Squeeze a crystal evenly, starting from its equilibrium volume, and the pressure that resists grows from zero in proportion to the squeeze. The work done is the average pressure, half the final one, times the volume removed. Twice the squeeze therefore meets twice the average pressure over twice the distance, and the energy goes up fourfold. The same holds for a small stretch, with tension in place of pressure.

This argument also fixes the size of the energy. The bulk modulus B is the pressure per fractional change of volume, so with V₀ for the equilibrium volume per atom and x for the fractional change, (V − V₀)/V₀, the energy above the minimum is

E ≈ ½ B V₀ x²

The product B V₀ is an energy per atom, and it is the only energy scale that a small uniform strain knows of. For magnesium sulfide in the rocksalt structure, density-functional theory with the PBE functional, run in the all-electron program exciting (its release is called sodium), gives V₀ = 17.868 Å³ per atom and B = 73.9 GPa. Since 160.2 GPa equal 1 eV/Å³, the scale is

B V₀ = (73.9 / 160.2) × 17.868 = 8.24 eV per atom

Half of this, times the square of one per cent, is 0.412 meV. A change of volume by 1 % thus costs about 0.4 meV per atom, and one by 5 % costs some 25 times as much. If bond lengths are more familiar than volumes, 1 % in the bond is 3 % in the volume, and the cost is nine times larger, 3.7 meV per atom.

Energy against volume for rocksalt MgS, computed with exciting sodium using the PBE functional and the all-electron LAPW+lo method (rgkmax 7.5, 9×9×9 k mesh, Fermi-Dirac smearing of 0.05 eV, no spin polarisation). The cell is scaled at fixed shape and fractional coordinates, and energies are counted from the minimum of the fitted equation of state.

```
volume (Å³/atom)  energy (meV/atom)
           16.55             25.460
           16.91             13.150
           17.26              5.130
           17.61              0.920
           17.96              0.010
           18.31              2.540
           18.67              7.600
```

The energies in the table are counted from the minimum of a smooth curve laid through all seven. They form a lopsided well: the most compressed row lies 3.35 times as high as the most stretched one. Most of this has a plain geometric reason, because the volumes reach further below the minimum than above it. The parabola alone, which treats both sides alike, already gives a ratio of 2.72. The remainder is a real property of the crystal, which is harder to compress than to stretch.

Two limiting cases make it plausible that the well leans this way. If the volume is driven towards zero, the ions are pushed into one another and the energy climbs without bound. If the volume is made very large, the crystal falls apart into separate atoms and the energy levels off at a finite height. A parabola in the volume gets both ends wrong, since it stays finite at zero volume and rises for ever on the stretched side. Far from the minimum the true curve must therefore be steeper than the parabola on compression and flatter on stretching, and in the table the same lean is already visible within a few per cent of the minimum.

The chemistry behind it is that of closed-shell ions. Mg²⁺ and S²⁻ attract each other with a force that changes slowly with distance, while the repulsion between their filled shells sets in steeply once the shells overlap. At equilibrium the two forces balance. As the bond shortens, the repulsion grows by a larger amount at each equal step, and much faster than the attraction. The net resistance therefore rises more than in proportion to the squeeze, which that of a plain spring would not do. This is a simple ionic picture; the energies in the table agree with it but do not separate the two forces.

The stiffening is measured by B′, the rise of the bulk modulus per unit of pressure, which is a pure number. Following the squeeze step by step, two things make the pressure rise faster than in proportion. The modulus itself grows, which contributes B′, and a fixed step in volume is a larger fraction of a volume that has already shrunk, which contributes 1. Summing the work to the next order gives

E ≈ ½ B V₀ x² [1 − (1 + B′) x / 3]

For many solids B′ is close to 4, and the curve through these seven energies has 4.17. With B′ = 4 and the volume change p written in per cent, negative for compression, the bracket takes a form that is easy to remember:

E ≈ 0.412 meV × p² × (1 − p/60)

In words: square the percentage, multiply by 0.412 meV, then add one sixtieth for each per cent of compression or take off one sixtieth for each per cent of stretching.

Take the most compressed row first. Its volume, 16.553 Å³ per atom with one more digit than in the table, lies 7.36 % below V₀. The rule gives

0.412 × 7.36² = 22.32 meV
22.32 × (1 + 7.36/60) = 25.1 meV

The table has 25.46 meV, so the estimate is low by less than 2 %. The parabola on its own would have been low by 12 %, and the correction for stiffening removes most of that error.

The most stretched row lies 4.466 % above V₀, and here the correction works the other way:

0.412 × 4.466² = 8.22 meV
8.22 × (1 − 4.466/60) = 7.61 meV

The table has 7.60 meV. The same small term that raised the first estimate has lowered the second, which is what a lopsided well requires. Both rows, however, belong to the seven energies from which V₀ and B were obtained. The agreement therefore shows that the rule has the right shape, and it is no independent prediction of the energies.

Over the whole table the rule stays within about 0.4 meV per atom, and within about 0.1 meV if the most compressed row is set aside. In relative terms, six of the seven rows are met to 4 % or better. The exception is the row at 17.96 Å³, where the rule gives 0.11 meV and the table 0.01 meV. That volume lies so near the minimum that the energy to be estimated is smaller than the tolerance to which the calculation was converged, about 0.14 meV per atom. Close to the bottom of the well, only the absolute error has a meaning.

The correction can also be absorbed into the choice of ruler. Suppose the energy is a perfect parabola, but in some power m of the volume instead of the volume itself. Comparing the curvature at the minimum with the way it changes shows that such a curve has a fixed stiffening built in:

B′ = 2 − 3m

A parabola in the volume (m = 1) has B′ = −1, which means a crystal that softens under pressure. A parabola in the bond length (m = 1/3) has B′ = 1, which is better but still too soft. A parabola in the inverse square of the bond length (m = −2/3) has B′ = 4, close to what MgS needs. This last choice is the strain used in Birch's equation of state, and it behaves sensibly in both limiting cases: the energy grows without bound as the bond shrinks to nothing and stays finite as the bond grows long.

A sharper test of the ruler is to hide the two most compressed rows and ask for them back. Two parabolas, one in the volume and one in the inverse square of the bond length, were fitted by least squares to the five larger volumes, each with three free coefficients. For the most compressed row the parabola in the volume predicts 22.6 meV, nearly 3 meV too low, while the other gives 25.5 meV, in line with the table. So close a hit is better than the scatter of the energies warrants, but the gap between the two parabolas is far larger than that scatter. The ruler with the stiffening built in carries the curve into compression, and the plain one does not.

The most dangerous error in using the rule lies in V₀, not in B′. The table contains a cell of 17.61 Å³ per atom, from which all the other volumes were scaled, and it would be natural to take it for the equilibrium. It is in fact about 1.4 % too small for this functional. Measured from it, the most compressed row seems to be squeezed by only 6 %, and the rule returns 16.3 meV, which is 36 % below the computed energy. Because the energy depends on the square of the distance from the minimum, a small shift of the minimum changes the estimate by a fraction about twice as large as the shift divided by that distance. The relative error is thus worst close to the minimum and fades only slowly further out. V₀ and B should therefore come from the same level of theory as the energies to be estimated; a measured volume combined with PBE energies invites exactly this mistake.

The next limit is the range of strain. The rule keeps only the first correction to the parabola, and in the Birch form the terms left out all add energy under compression. At 15 % compression, twice as far as the table goes, the rule falls about 5 % below the Birch form with the same V₀ and B. On the stretched side the failure is one of principle, because the formula reaches a maximum at 40 % and then turns down, whereas a real crystal goes on climbing towards separated atoms. Within the span of the table neither defect matters much; well beyond it the Birch form is the safer choice.

The rule also holds only for an even change of size in a crystal that keeps its structure. A film clamped to a substrate is strained in two directions and free in the third, so its energy depends on the resistance to shear as well as on B. The energies belong to a motionless lattice, and the thermal expansion of a warm sample shifts the minimum from which p has to be counted.

For a neighbouring crystal the recipe is the same, with its own B and V₀ in the product. Ionic bonding suggests how that product should move. In a family with the same structure and the same charges, the binding energy per atom falls roughly as the inverse of the bond length, and the volume grows as its cube. The modulus, an energy divided by a volume, then falls as the inverse fourth power, but B V₀ only as the inverse first power. This scaling assumes that the repulsion is about equally steep throughout the family. Where that holds, a compound with longer bonds is much softer under a given pressure, yet a given percentage of compression costs it only a little less energy per atom.
